## Question

Two ways of dividing the electrons of a crystal among its atoms can disagree by almost one electron on a single atom. They do so here, in an oxide of zinc, indium and gallium, although both start from the same PBEsol calculation.

ZnInGaO4, 7 atoms in the cell, space group R3m (160), conventional a = 3.315, c = 25.749 Å, 11.67 Å³ an atom. Loewdin populations of the shells that the datasets hold (zero for a shell they lack, f left out), summed by atom and angular momentum, and Bader charges of the same cell at fixed atoms. Ansatz 0.2.0, plane-wave PAW, scalar-relativistic; functional PBEsol; no spin polarisation; cutoff 420 eV; k mesh 12×12×12.

```
row  element  s electrons (e)  p electrons (e)  d electrons (e)  Bader charge (e)  Bader volume (Å³)
  1       Zn             0.55             0.00             9.97              1.24              10.67
  2       In             0.70             1.19             9.99              1.83              12.11
  3       Ga             0.77             1.32             9.99              1.86               8.38
  4        O             1.75             5.09             0.00             -1.21              13.23
  5        O             1.70             4.99             0.00             -1.23              12.34
  6        O             1.66             5.00             0.00             -1.27              12.35
  7        O             1.79             5.24             0.00             -1.22              12.59
```

A Bader charge comes from cutting space into one basin for each atom, along surfaces that the density gradient does not cross, and counting the electrons inside. A Loewdin population comes from projecting the electron states on atomic functions. The neutral atoms bring 12 electrons for Zn, 13 each for In and Ga, and 6 for O. These numbers include the filled d shells of the metals.

(a) Turn the Loewdin populations of the three metals into charges and compare their order with that of the Bader charges.

(b) Explain the Bader order with the simplest model you can defend, and estimate the charge of Zn from that of In.

(c) Explain why the Loewdin order differs, and propose a check that uses only the table.

(d) Which oxygen atom is the most strongly charged?

## Model answer

**(a) The two orders.** The charge is the number of electrons that the neutral atom brings, less the populations. For Zn this gives $12-0.55-0.00-9.97=1.48$. The same subtraction gives 1.12 for In and 0.92 for Ga. Zn is thus the most positive metal by Loewdin and the least positive by Bader, where In and Ga stand well above it and close together.

**(b) Why Zn has the smallest Bader charge.** The d populations of all three metals are within a few hundredths of ten. These shells are full and take almost no part in the transfer, which leaves two outer electrons on Zn and three on In and Ga. Oxygen holds electrons more tightly than any of these metals, so the outer electrons end up in bands made mainly of O 2p states. The metal that has more to give becomes more positive.

The transfer is incomplete because the bonds are partly covalent. The O 2p bands contain an admixture of the empty s and p states of the metals, and this brings some density back to the metal side. A triply charged ion pulls on the oxygen electrons harder than a doubly charged one, so more should return to it. The charge therefore rises from Zn to In by much less than the one electron that formal charges suggest.

Let $z$ be the formal charge of the metal, equal to the number of outer electrons it can give, and $q$ its Bader charge. If the density that returns is a fixed fraction $1-f$ of what was given, then

$$q = z-(1-f)\,z = f\,z .$$

Theory argues that $f$ lies below one. That it is nearly the same for all three metals is what the table shows, and it is plausible because they attract electrons about equally strongly in bonds.

For the estimate, In gives $f = 1.83/3 = 0.61$. Zn should then carry $2\times0.61 = 1.22$, and the table has 1.24, a difference of under 2 % of the table value. The Zn charge did not enter this estimate. A fit of $f$ to all three metals together gives 0.62, as the printed output after this text shows.

**(c) Why Loewdin reverses the order.** The zero for Zn p is no result of the calculation. The set of atomic functions has a p shell for In and for Ga but none for Zn, so no electron could be counted there. In and Ga together are credited with 2.51 p electrons, and each of these lowers the positive charge of its metal.

Those p electrons need not sit close to the metal nuclei. The outer p functions of a metal are diffuse and reach into the region of the neighbouring oxygen atoms, where they help to describe density that a Bader surface would assign to oxygen. The Loewdin method divides such shared density according to the functions on offer. A metal with an additional diffuse shell can claim more of it.

The check is to treat the three metals alike and to count only s and d electrons. The charges become 1.48 for Zn, 2.31 for In and 2.24 for Ga, so Zn returns to the lowest place. They are also close to one common share of the formal charge again, now about three quarters. The high place of Zn in the Loewdin order thus comes from the p electrons counted on In and Ga alone. In stays slightly above Ga in this check, but their Bader charges are too close to set an order that it should restore.

**(d) The oxygen atoms.** The two methods give different answers. By Loewdin, the atom in row 7 is the most negative and that in row 6 the least. By Bader, row 6 is the most negative and row 7 is unremarkable. The Loewdin charges of oxygen spread over 0.37 electrons and the Bader charges over only 0.06.

The defensible answer is that all four oxygen atoms carry about the same Bader charge, near $-1.2$, and that the table does not establish a ranking. The Bader differences are small enough to need a test with a finer grid before they are given a cause. The larger Loewdin differences are suspect for the reason found in (c). An oxygen atom next to Zn may be credited with density that a Zn p function would otherwise have claimed. This is a guess, since the neighbours of each oxygen atom are not listed.

## Remarks on the reasoning

**A zero must be read before it is explained.** A weak answer to (c) says that Zn has no p electrons because its bonds are more ionic. That sounds like chemistry, but it explains a gap in the set of functions. The zeros in the d column of oxygen have the same origin. Loewdin charges of two metals can be compared fairly only if both were offered the same kinds of shell.

**The check in (c) has a limited reach.** Leaving out the p electrons is bookkeeping: they are taken from In and Ga and given to no other atom. A new projection with a p shell on Zn would also change the s population of Zn and the populations of the oxygen atoms around it. The check shows which entries put Zn above the other two metals. Where the p density lies in space is argued from the shape of the functions.

**Three metals are few, and two would have misled.** Suppose that each oxygen neighbour took the same charge from a metal. Zn with four close neighbours and In with six fit this idea very well, at about 0.31 electrons for each neighbour. Ga, with five, gives 0.37 and breaks the rule. The formal charge describes all three, which is why it is preferred here, but three atoms in one crystal cannot make it a law.

**The oxygen atoms hardly test the model.** The fitted $f$ also gives about the right charge for oxygen, with a formal charge of $-2$. Most of that success is guaranteed. The crystal is neutral, so the mean oxygen charge must be $-(1.24+1.83+1.86)/4=-1.23$ once the metals are known. Only the scatter about this mean is new, and the model has no means of describing it.

**The share is not a constant of nature.** The value of 0.62 belongs to Bader basins and to this functional. PBEsol tends to place filled d levels too high in energy, which can exaggerate their mixing with O 2p, and no second functional is at hand to show how much the share would move. The place of Zn below In and Ga has a firmer basis, because it follows from how many outer electrons each can give. In and Ga give equally many, and the 0.03 electrons between their Bader charges are too few to rank them without a test on a finer grid.

**What this means in use.** The crystal computed here is perfectly ordered, whereas Ga and Zn are known to share sites in the real material. Small differences between oxygen atoms would therefore be a poor basis for a statement about a measured sample, even if their ranking were certain. For another metal with a full d shell in such an oxide, first find its formal charge. If that is two or three, as here, ask whether it attracts electrons about as strongly as the metals here. If it does, a similar share of the formal charge is a reasonable first guess for its Bader charge.

Printed output of the fit:

```
Charges by site in e:
  row  Bader  Bader over formal  Loewdin  Loewdin without cation p
    1   1.24               0.62     1.48                      1.48
    2   1.83               0.61     1.12                      2.31
    3   1.86               0.62     0.92                      2.24
    4  -1.21              0.605    -0.84                     -0.84
    5  -1.23              0.615    -0.69                     -0.69
    6  -1.27              0.635    -0.66                     -0.66
    7  -1.22               0.61    -1.03                     -1.03
fit of site_bader_charge on 3 rows (formal > 0): coefficient of formal 0.6159 +/- 0.0035; rms 0.0133, worst 2 0.0177, leave-one-out rms 0.0218
  rows outside the fit (model, value, miss): 4 -1.232, -1.21, -0.0218; 5 -1.232, -1.23, -0.00182; 6 -1.232, -1.27, 0.0382; 7 -1.232, -1.22, -0.0118
Bader charge per oxygen neighbour, Zn (e): 0.31
Bader charge per oxygen neighbour, In (e): 0.305
Bader charge per oxygen neighbour, Ga (e): 0.372
Bader volume of In over that of Ga: 1.445
Bader charge of Ga less that of In (e): 0.03
Loewdin charge of Zn less that of Ga (e): 0.56
Smallest share of the formal charge without cation p: 0.74
Largest share of the formal charge without cation p: 0.77
p electrons assigned to In and Ga together (e): 2.51
Electrons of the cell that the Loewdin populations miss (e): 0.3
Spread of the O Loewdin charges (e): 0.37
Spread of the O Bader charges (e): 0.06
```
